## Problem

A long-channel Ge pMOSFET has $N_D=10^{17}$ cm$^{-3}$, 5 nm of amorphous Al$_2$O$_3$ (typical $\kappa\approx9$) and $T=300$ K. For Ge take the compiled values $\varepsilon_s=16.2\,\varepsilon_0$ (Ioffe Institute) and $E_g=0.66$ eV (Wing 2021), and a typical $n_i\approx2\times10^{13}$ cm$^{-3}$. At fixed overdrive $|V_G-V_{T0}|=0.5$ V, predict the response of the EKV slope factor and pinch-off voltage to (a) $t_{ox}\to10$ nm, (b) $N_D\to4\times10^{17}$ cm$^{-3}$, (c) $T\to350$ K, (d) Ge $\to$ Si.

## Solution

**Conventions.** Voltages refer to the n-well with signs reversed, so overdrive, $V_P$ and band bending $\psi_s$ are positive; the physical values are negative. $Q_i>0$ is the hole sheet charge, $V$ the channel quasi-Fermi potential, $U_T=k_BT/q$.

**Result.** Charge balance in the depletion approximation gives
$$V_G=V_{FB}+\psi_s+\gamma\sqrt{\psi_s}+\frac{Q_i}{C_{ox}},\qquad \gamma=\frac{\sqrt{2q\varepsilon_sN_D}}{C_{ox}}.$$
In strong inversion $\psi_s\approx\psi_0+V$, with $\psi_0=2U_T\ln(N_D/n_i)+mU_T$. Extrapolating to $Q_i=0$ at $V=V_P$, with $V_{T0}=V_{FB}+\psi_0+\gamma\sqrt{\psi_0}$,
$$V_G-V_{T0}=V_P+\gamma\left(\sqrt{\psi_0+V_P}-\sqrt{\psi_0}\right).$$
Solving this quadratic in $\sqrt{\psi_0+V_P}$,
$$V_P=V_G-V_{T0}-\gamma\left[\sqrt{V_G-V_{T0}+\left(\sqrt{\psi_0}+\tfrac{\gamma}{2}\right)^2}-\sqrt{\psi_0}-\tfrac{\gamma}{2}\right],$$
$$n=\frac{dV_G}{dV_P}=1+\frac{\gamma}{2\sqrt{\psi_0+V_P}}.$$
Exactly, $(V_G-V_{T0})/V_P=1+\gamma/(\sqrt{\psi_0+V_P}+\sqrt{\psi_0})$, which lies between $n$ and $n_0\equiv n(V_P=0)$. Hence $V_P\approx(V_G-V_{T0})/n$, high with $n$ and low with $n_0$.

**Baseline.** $U_T=25.85$ mV and $C_{ox}=1.59\ \mu$F/cm$^2$. Take $m=3$ throughout. Matching the weak-inversion charge $(n-1)C_{ox}U_Te^{m+(V_P-V)/U_T}$ to the EKV form $2nC_{ox}U_Te^{(V_P-V)/U_T}$ requires $m=\ln[2n/(n-1)]$, which is 3.2 at $n_0$. One unit of $m$ moves $n_0-1$ by $U_T/2\psi_0=2.5\%$. The bracket reads $457<V_P=464<468$ mV.

**Reasoning.** $n_0-1\propto\gamma/\sqrt{\psi_0}$ with $\gamma\propto t_{ox}\sqrt{\varepsilon_sN_D}/\kappa$. A larger $\gamma$ or a smaller $\psi_0$ raises $n$ and lowers $V_P$.

(a) $\gamma$ and $n_0-1$ double. The loss $V_G-V_{T0}-V_P$, 36 mV at baseline, slightly less than doubles, because it equals $\gamma(\sqrt{\psi_0+V_P}-\sqrt{\psi_0})$ and $V_P$ itself falls.

(b) $\gamma$ doubles again, but $\psi_0$ gains $2U_T\ln4=72$ mV. So $n_0-1$ grows by only $2\sqrt{0.518/0.590}=1.87$, and $V_P$ stays slightly above case (a).

(c) $\gamma$ is unchanged at fixed $\varepsilon_s$. With $n_i\propto T^{3/2}e^{-E_g/2k_BT}$ and a typical $dE_g/dT\approx-0.4$ meV/K ($E_g=0.64$ eV), $n_i=2.2\times10^{14}$ cm$^{-3}$. Then $\psi_0$ falls by 58 mV (11%), of which 20 mV is gap shrinkage, and $n_0-1$ rises by about half that fraction, 6%. $V_P$ barely moves.

(d) Typical Si inputs are $\varepsilon_s\approx11.7\,\varepsilon_0$, $n_i\approx10^{10}$ cm$^{-3}$. $\gamma$ falls by the factor $\sqrt{11.7/16.2}=0.85$ and $\psi_0$ rises; both lower $n$, by $0.85\sqrt{0.518/0.911}=0.64$ in $n_0-1$. $V_P$ rises.

**Calculation.**

| Case | $\gamma$ (V$^{1/2}$) | $\psi_0$ (V) | $n_0$ | $n$ | $V_P$ (mV) |
|---|---|---|---|---|---|
| Baseline | 0.1345 | 0.518 | 1.093 | 1.068 | 464 |
| (a) 10 nm | 0.2690 | 0.518 | 1.187 | 1.138 | 431 |
| (b) $4N_D$ | 0.2690 | 0.590 | 1.175 | 1.133 | 434 |
| (c) 350 K | 0.1345 | 0.460 | 1.099 | 1.070 | 462 |
| (d) Si | 0.1143 | 0.911 | 1.060 | 1.049 | 475 |

The loss in (a) is 69 mV, 1.88 times the baseline. All signs and sizes follow the reasoning. In (c) the swing estimated near threshold, $n_0U_T\ln10$, rises from 65 to 76 mV/decade, mostly through $U_T$. Each change can also shift $V_{T0}$, which the fixed overdrive removes from these responses.

**Neglected term.** Interface traps of uniform density $D_{it}$ that follow $\psi_s$ add $C_{it}/C_{ox}$ to $n$. An illustrative $D_{it}=10^{12}$ cm$^{-2}$eV$^{-1}$ gives $C_{it}=0.16\ \mu$F/cm$^2$ and adds 0.10, as much as the baseline depletion term 0.093, for a swing of 71 mV/decade. The tabulated numbers are therefore the trap-free model's. Ge pMOSFETs with Al$_2$O$_3$ gates typically show about 80–100 mV/decade, so the model's $n-1$ is several times too small for such devices.